The oscillator strength f of a transition scales as E·μ², where E is the excitation energy and μ the transition dipole. Over these eight singlet states of a fluorinated allene nitrile, E grows by a factor of only 1.6, while f spans nearly three orders of magnitude. Brightness is therefore decided by μ. A transition dipole can arise only where the orbital that the electron leaves and the orbital that it enters are both present, so the simplest rule is that more overlap gives a brighter state.

Vertical singlet excitations of the allene CC(=C=CF)C#N in the gas phase, from full linear-response TDDFT at CAM-B3LYP/def2-TZVPD in PySCF 2.14.0, with density fitting and a frozen core, for one conformer optimised with PBE0-D3(BJ)/def2-SVP. Lambda is the spatial overlap of the orbital pairs; "main from" and "main to" name the pair with the largest weight.

```
row  singlet energy (eV)  singlet oscillator strength  singlet exciton size (Å)  singlet orbital overlap lambda  singlet main from  singlet main to
  1                4.630                        0.001                     2.680                           0.520               HOMO             LUMO
  2                6.120                        0.312                     2.850                           0.770             HOMO-1             LUMO
  3                6.230                        0.003                     2.800                           0.440             HOMO-1           LUMO+1
  4                6.480                        0.000                     2.750                           0.370             HOMO-2             LUMO
  5                7.270                        0.136                     3.430                           0.560               HOMO           LUMO+1
  6                7.380                        0.014                     3.310                           0.430             HOMO-1           LUMO+2
  7                7.490                        0.390                     2.890                           0.570               HOMO           LUMO+2
  8                7.620                        0.005                     2.830                           0.430             HOMO-1           LUMO+7
```

The column lambda measures this overlap, from 0 for orbitals that never meet to 1 for orbitals of equal magnitude everywhere. At first sight the rule holds: the three bright states, rows 2, 5 and 7, have the three largest lambdas and carry 97 % of the summed strength. Row 1 breaks it. Its lambda of 0.52 is close to that of row 5, yet it is almost dark.

A straight line in lambda between rows 3 and 5, the neighbours on either side, gives the size of the break. Row 1 takes no part in fixing the line:

f(row 1) ≈ 0.003 + (0.52 − 0.44)/(0.56 − 0.44) × (0.136 − 0.003) ≈ 0.09

The calculation gives 0.0008, about a hundred times less. Only this order of magnitude counts, because no other state lies between the two neighbours to show how steeply the strength rises there. The printed output after the text holds the line and the comparisons used below.

The cause lies in what lambda leaves out. It is built from the magnitudes of the orbitals, whereas the transition dipole depends on their signed product. In an allene the two C=C bonds share the central carbon, and their π systems are perpendicular to each other. The HOMO is the π orbital of the C=CHF bond; HOMO-1 and the LUMO belong to the other C=C bond, which is conjugated with the nitrile group. Row 1 thus moves an electron from one π system into the perpendicular one.

On the shared carbon this means a product of two perpendicular p orbitals. It has four lobes of alternating sign, whose dipole contributions cancel, although the magnitudes overlap well. The n→π* transition of formaldehyde is weak for the same reason: on oxygen, an in-plane p orbital is paired with a perpendicular one. The likeness ends with symmetry, which forbids that transition strictly in rigid formaldehyde, while the present molecule has none and lets a little strength through.

Exchanging the partners shows that neither orbital is dark in itself. The LUMO gives a dark state with the HOMO (row 1) and a bright one with HOMO-1 (row 2). For LUMO+1 the roles are reversed: it gives a bright state with the HOMO (row 5) and a dark one with HOMO-1 (row 3). This fits the picture, since in rows 3 and 5 the excited electron has its largest weights on the two carbons of the C=CHF bond, although row 3 is a mixture in which the named orbital pair has little more than half the weight. In these four states, what matters is whether hole and electron belong to the same π system. Rows 6 and 8 remain open: both are weak, although hole and electron sit largely on the nitrile and the C=C bond next to it, and atom weights do not tell whether the orbitals there are parallel or perpendicular.

The energies carry the same signature. Rows 1 and 2 end in the same LUMO and start from orbitals only 0.06 eV apart, yet row 2 lies 1.49 eV higher. In the usual picture, a singlet excitation energy is the orbital gap, less the attraction between electron and hole, plus a repulsion of the transition density with itself. That repulsion is large when the signed product forms a long dipole, as in row 2, and small for a four-lobed pattern.

Row 4 can serve as a control if it too excites into the LUMO from a perpendicular orbital. Its hole sits on the nitrile and is taken here as the in-plane π orbital, but the outputs give only atom weights, not directions. The energy of row 4 lies 4.0 eV below its orbital gap, close to the 4.1 eV of row 1, whereas the bright row 2 lies only 2.7 eV below. The numbers establish this grouping for these three states only. That self-repulsion is its main source is argued from theory, since the calculation does not separate it from the attraction.

Among the bright states, too, lambda is a poor measure of strength. Row 7 has a lambda 0.20 lower than row 2, yet their squared transition dipoles agree within about 2 %; its larger f comes almost wholly from its higher energy. Row 5 has nearly the same lambda as row 7 but about a third of its strength. Its exciton size, the root-mean-square distance between electron and hole, is 0.54 Å larger because the electron is more diffuse. This may be what weakens it, but both states mix the same orbital pairs, and partial cancellation between these could do the same.

Overlap is thus a necessary condition for brightness, not a measure of it. For a related allene, the first step is to assign hole and electron to their π systems: a pair within one system can be bright. If the substituents leave the two systems unmixed, a pair across them should be nearly dark in a calculation at fixed geometry, whatever its lambda, and tend to lie further below its orbital gap than a bright one does. Vibrations, which such a calculation leaves out, can lend it some strength.

The analysis program printed:

```
Brightness and overlap:
  row  lambda  oscillator strength  squared transition dipole (au)
    1    0.52              0.00077                        0.006788
    2    0.77               0.3119                            2.08
    3    0.44              0.00306                         0.02005
    4    0.37              0.00043                        0.002709
    5    0.56               0.1358                          0.7624
    6    0.43              0.01378                         0.07621
    7    0.57               0.3896                           2.123
    8    0.43              0.00515                         0.02759
share of the summed oscillator strength in rows 2, 5 and 7 (percent): 97.31
oscillator strength of row 1 expected from the line between rows 3 and 5: 0.09155
expected over computed oscillator strength, row 1: 118.9
oscillator strength of row 5 over row 1: 176.4
lambda of row 5 less row 1: 0.04
oscillator strength of row 7 over row 2: 1.249
squared transition dipole of row 7 over row 2: 1.021
lambda of row 2 less row 7: 0.2
oscillator strength of row 7 over row 5: 2.869
exciton size of row 5 less row 7 (angstrom): 0.54
exciton size of row 2 less row 1 (angstrom): 0.17
HOMO less HOMO-1 orbital energy (eV): 0.0623
excitation energy of row 2 less row 1 (eV): 1.49
orbital gap less excitation energy, row 1 (eV): 4.15
orbital gap less excitation energy, row 2 (eV): 2.722
orbital gap less excitation energy, row 4 (eV): 3.998
energy of row 3 less row 2 (eV): 0.11
```
